## Stretching InSb: the crystal softens and the gap closes

If a crystal behaved as a simple spring, its pressure would fall in proportion to the added volume, and squeezing it would cost as much energy as stretching it by the same amount. If its band gap also closed on the way, a break in the curve at that point would seem natural, because electrons would start to fill different states. InSb, computed here with the r2SCAN functional and without spin-orbit coupling, does neither. Its pressure falls ever more slowly as the cell grows, and its gap closes near the middle of the range without a visible mark.

Zincblende InSb at fixed cells and atoms, computed with Ansatz 0.2.0 (r2SCAN, scalar-relativistic, PAW, not spin-polarized; plane-wave cutoff 500 eV, 12x12x12 k mesh, Gaussian smearing 0.1 eV). Energies are for zero smearing, relative to the elements' standard crystals in the same functional; pressure is positive in compression.

```
volume (Å³/atom)  shortest distance (Å)  energy over elements (eV/atom)  pressure (GPa)
          33.097                  2.781                          -0.230           3.150
          34.153                  2.810                          -0.245           1.440
          35.209                  2.838                          -0.249           0.020
          36.266                  2.867                          -0.245          -1.180
          36.509                  2.873                          -0.243          -1.430
          37.322                  2.894                          -0.234          -2.190
```

The two end rows show how far the crystal is from a spring. They lie equally far in volume from the row at 35.209 Å³/atom, where the energy is lowest and the pressure almost vanishes. Compression to 33.097 Å³/atom raises the pressure to 3.15 GPa, while the same amount of stretching brings it only to -2.19 GPa. A negative pressure means that the crystal would contract if it were released.

### Why the pressure falls more slowly

Pressure $P$ is the downhill slope of the energy $E$ with volume $V$, and the bulk modulus $B$ measures how strongly the pressure answers a relative change of volume:

$$P=-\frac{dE}{dV},\qquad B=-V\,\frac{dP}{dV}.$$

Taken from one row to the next, the bulk modulus falls at every step, from 54 GPa at the compressed end to 35 GPa at the stretched end. The output after this text lists these steps.

The usual explanation rests on two forces of different reach. Sharing electrons between In and Sb pulls the atoms together, and this attraction fades gently as the bond grows longer. The repulsion of overlapping electron shells, which the exclusion principle forces into states of higher kinetic energy, fades much faster. Near equilibrium the two forces cancel, but the repulsion changes faster with distance, and this provides the resistance to a further change. Each stretch removes part of that resistance, so the next stretch is easier. The calculation does not split the energy into these two parts, so this remains an argument from theory.

The size of the softening supports the view that the bond itself is not a spring. The bulk modulus drops by about 4.9 GPa for each GPa of pressure lost. Bonds that obeyed Hooke's law in their length would also soften a little, because volume grows as the cube of length, but near equilibrium that geometry gives a drop of only 1 GPa per GPa. The rest must come from a stiffness that itself falls as the bond is drawn out.

The row at 36.509 Å³/atom looks irregular because it follows its neighbour so closely. Its cell was taken from another level of theory and is not a regular step of the volume scan. Once the small pressure change is divided by the small volume change, the row falls into line: the bulk moduli on its two sides, 37 and 35 GPa, continue the decline. For r2SCAN this cell is simply a stretched one.

### Why the gap closes

The same runs show an electronic change that the table's columns hide. The gap shrinks from 0.41 eV in the most compressed cell to 0.21 eV in the next, and to 0.03 eV at the energy minimum. It is zero in all three stretched cells. These gaps are read from a mesh of k points, so a crossing between the points could in principle be missed; in the two most compressed cells both band edges lie at the zone centre. The row at the minimum was classed as metallic, but its gap is merely small compared with the smearing of the occupations; it is a semiconductor on the point of closing.

Standard band theory explains the direction. The lowest empty level at the centre of the Brillouin zone is an antibonding mixture of In and Sb s orbitals, pushed up by their overlap. The highest filled level is a set of three p-like bonding states, which depend less on bond length. Longer bonds mean less overlap, so the s level sinks towards the p level. The same reasoning applies to any zincblende semiconductor with these two levels at its band edges: squeezing widens the gap and stretching narrows it.

For an infrared detector made of InSb this sensitivity matters, because the gap sets the longest wavelength that the material absorbs. Near the energy minimum, one percent more volume lowers the gap by about 0.06 eV. That is a large share of a gap of a few tenths of an eV. A film strained by its substrate also changes shape, and the present cubic cells give only the part due to volume.

If the s level keeps sinking, it should end up below the p level, and the row at 36.509 Å³/atom can test this. Between the last two cells with a gap, the distance $\Delta$ from the p level up to the s level changes by -6.08 eV per unit of $\ln V$. Carried on at the same rate from the energy minimum, it becomes

$$\Delta = 0.026\ \text{eV} - 6.08\ \text{eV}\times\ln\frac{36.509}{35.209} = -0.19\ \text{eV}.$$

The bands computed for this row, which played no part in the slope, show a single level 0.19 eV below a threefold one. The order has indeed been inverted, by the expected amount. The estimate assumes a constant slope, which the two steps between cells with a gap support to within about two percent.

Inversion also explains why the gap stays at zero instead of opening again. Eight valence electrons have to be placed at the zone centre. Two occupy a deep level, and two now enter the sunken s level. That leaves four for the three p states, which could hold six. Cubic symmetry keeps these three at one energy, so filled and empty states must touch. The zero gaps at 36.266 and 37.322 Å³/atom fit this picture, although the individual bands of those two cells are not available to confirm it.

### Why the energy curve shows no break

The total energy adds up all occupied states throughout the Brillouin zone, whereas the inversion concerns only a small region around its centre. In the row at 36.509 Å³/atom, a seventh of the way from the centre to the zone boundary, the highest filled and lowest empty bands are already about 1.1 eV apart. If other directions behave alike, the region affected is less than a hundredth of the zone. Moreover, electrons that change level just as the two levels cross gain no energy by doing so. The effect therefore begins from nothing and stays small.

The numbers agree with this. If closing the gap were what softened the crystal, the softening should begin or speed up at the crossing, which lies near 35.4 Å³/atom. Instead the bulk modulus already falls by 8 GPa between the first two steps, where every cell has a gap. It falls by only 6 GPa on going to the step that contains the crossing. The mean pressure times the change in volume also reproduces each change in energy to within 0.2 meV/atom, which leaves no room for a hidden jump larger than that.

The crossing lies close to the energy minimum by coincidence, and its position belongs to this level of theory. Spin-orbit coupling, which is missing here, would raise the top of the valence band by roughly 0.3 eV, judging from a rough recalled splitting of 0.8 eV. That is more than the gap at 34.153 Å³/atom, so the crossing would move to a smaller volume. Real InSb nevertheless keeps a small gap, roughly 0.2 eV, at about that volume. The apparent agreement without spin-orbit coupling thus hides a known fault of semilocal functionals, which place the s level too low. The zero gaps found here are no evidence that InSb is a metal; the fall of the gap on stretching is the sounder result.

The analysis program printed:

```
Energy and gap at each volume:
     row  energy above lowest row (meV/atom)  gap (eV)
  33.097                               19.62    0.4054
  34.153                                4.66    0.2114
  35.209                                   0   0.02632
  36.266                                3.94         0
  36.509                                5.92         0
  37.322                               15.15         0
Step from the row above to this row:
     row  energy change (meV/atom)  from mean pressure (meV/atom)  bulk modulus (GPa)
  34.153                    -14.96                         -15.13               54.45
  35.209                     -4.66                         -4.811               46.64
  36.266                      3.94                          3.826               40.57
  36.509                      1.98                          1.979               37.44
  37.322                      9.23                          9.185               34.51
Volume at zero pressure between the rows (Å³/atom): 35.23
Fall of bulk modulus per GPa of pressure lost, first to last step: 4.858
Pressure at 36.509 on a straight line between its scan neighbours (GPa): n/a
Computed pressure at 36.509 less that line (GPa): n/a
Gap change per unit logarithm of volume, first step (eV): -6.177
Gap change per unit logarithm of volume, second step (eV): -6.079
Gap change for one percent more volume, second step (meV): -60.79
Singlet less triplet at 36.509 expected from the second step (eV): -0.1941
Singlet less triplet at 36.509 in the listed bands (eV): -0.19
Volume where the two levels cross, between 35.209 and 36.509 (Å³/atom): 35.37
Rough rise of the valence top by the missing spin-orbit coupling (eV): 0.2667
```
